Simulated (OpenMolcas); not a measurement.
# Predicting a hybrid from its neighbours: SnH2Cl2

SnH2Cl2: 5 atoms, total charge 0, spin state singlet. SMILES: `[Cl][SnH2][Cl]`. The shape is that of a PBE0-D4/def2-TZVP optimisation.

The dipole moment y, in D, basis def2-SVPD with a core potential; a is the functional's share of exact exchange. Programs: OpenMolcas 26.06.

| functional | program | a | y (D) |
| --- | --- | --- | --- |
| r2SCAN | OpenMolcas | 0 | 2.68 |
| PBE | OpenMolcas | 0 | 2.58 |
| B3LYP | OpenMolcas | 0.2 | ? |
| PBE0 | OpenMolcas | 0.25 | 2.72 |
| BHLYP | OpenMolcas | 0.5 | 2.81 |

**Question.** Fit y = c + s·a to the known rows and predict B3LYP.

**Answer.** 
1. Means of the 4 rows: a = 0.1875, y = 2.698.
2. Σ(Δa)² = 0.17188, Σ(Δa·Δy) = 0.061875, so the slope is 0.061875/0.17188 = 0.35999.
3. Intercept: 2.698 − (0.35999) × 0.1875 = 2.631. The largest residual of the fit is 0.051.
4. B3LYP: 2.631 + (0.35999) × 0.2 = 2.70 D.

The run gave 2.67 D, so the prediction is off by +0.03 D, within the largest residual. More exact exchange makes the molecule more polar here. The rows mix families of semi-local functionals, which the line can't see.

The rise in dipole moment with exact exchange is clearest between PBE and PBE0, from 2.58 to 2.72 D. Because the geometry is fixed, this reflects a redistribution of electrons, not longer Sn–Cl bonds. Chlorine draws density from the more electropositive tin, and semi-local functionals tend to spread too much of it back over the bond. Exact exchange counters this delocalisation, probably leaving more charge on chlorine and making the Sn–Cl bonds more ionic.

r2SCAN breaks the ordering: without any exact exchange it gives 2.68 D, marginally above B3LYP at 2.67 D. Its dependence on the kinetic-energy density may already correct part of the same error. It also raises the zero-exchange end of the line, so the fitted slope is shallower than the PBE–PBE0 pair alone would give. The close B3LYP prediction therefore supports the line as a rough interpolation, but not its slope as a pure response to exact exchange. Nor does a larger dipole moment by itself mean a more accurate one.
